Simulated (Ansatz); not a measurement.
# Breaking a bond in [BH4]− (borohydride)

[BH4]−: 5 atoms, total charge -1, spin state singlet. SMILES: `[BH4-]`. The coordinates come from a GFN2-xTB relaxation.

```xyz
5

B     0.0001    0.0002   -0.0001
H     0.6837    0.9970    0.2177
H     0.7263   -0.9885   -0.0671
H    -0.6004    0.1397   -1.0634
H    -0.8097   -0.1484    0.9129
```

The B1–H2 distance is scanned; the parts on either side stay rigid. Basis 3-21G, 1 core orbital frozen in the correlated methods; program Ansatz 0.2.0. FCI is exact within this basis and core. Energies in eV from each method's value at 1.228 Å; methods without a U are spin-restricted. The set has no diffuse functions, which an anion needs. The shape above is that at 1.228 Å.

```tsv
distance (Å)	HF	SVWN5	revPBE	r2SCAN0	CAM-B3LYP	RPA@PBE	FCI
1.228	0.00	0.00	0.00	0.00	0.00	0.00	0.00
1.535	0.50	0.49	0.44	0.52	0.52	0.41	0.43
1.842	1.37	1.36	1.25	1.42	1.40	1.17	1.22
2.456	2.93	2.81	2.60	2.96	2.91	2.43	2.56
3.070	4.00	3.66	3.38	3.91	3.89	3.15	3.41
```

Departure from the FCI curve at its largest: HF +0.60 eV at 3.07 Å; SVWN5 +0.26 eV at 2.46 Å; revPBE +0.05 eV at 2.46 Å; r2SCAN0 +0.50 eV at 3.07 Å; CAM-B3LYP +0.48 eV at 3.07 Å; RPA@PBE -0.26 eV at 3.07 Å. For the functionals part of the departure is owed to the small basis.

Stretching one B–H bond costs energy at every step in all methods, and the FCI curve is still climbing at the last point, so its 3.41 eV is not a dissociation energy. The cost comes from losing the overlap that holds a shared σ pair between boron and hydrogen. In the free ion the lowest route leads to BH3 and hydride, since hydrogen holds the extra electron better than borane does. Part of the climb probably comes from keeping the BH3 unit pyramidal, as free borane is planar and its empty p orbital favours that shape.

HF, SVWN5 and both hybrids lie above FCI at every stretched distance, whereas RPA@PBE lies below it throughout. The growing HF excess probably reflects correlation of the separating pair that a single restricted determinant misses. revPBE follows FCI most closely but crosses it between the last two points, which suggests a balance of errors rather than a uniformly accurate description. The energies alone do not show how the charge divides between the fragments.
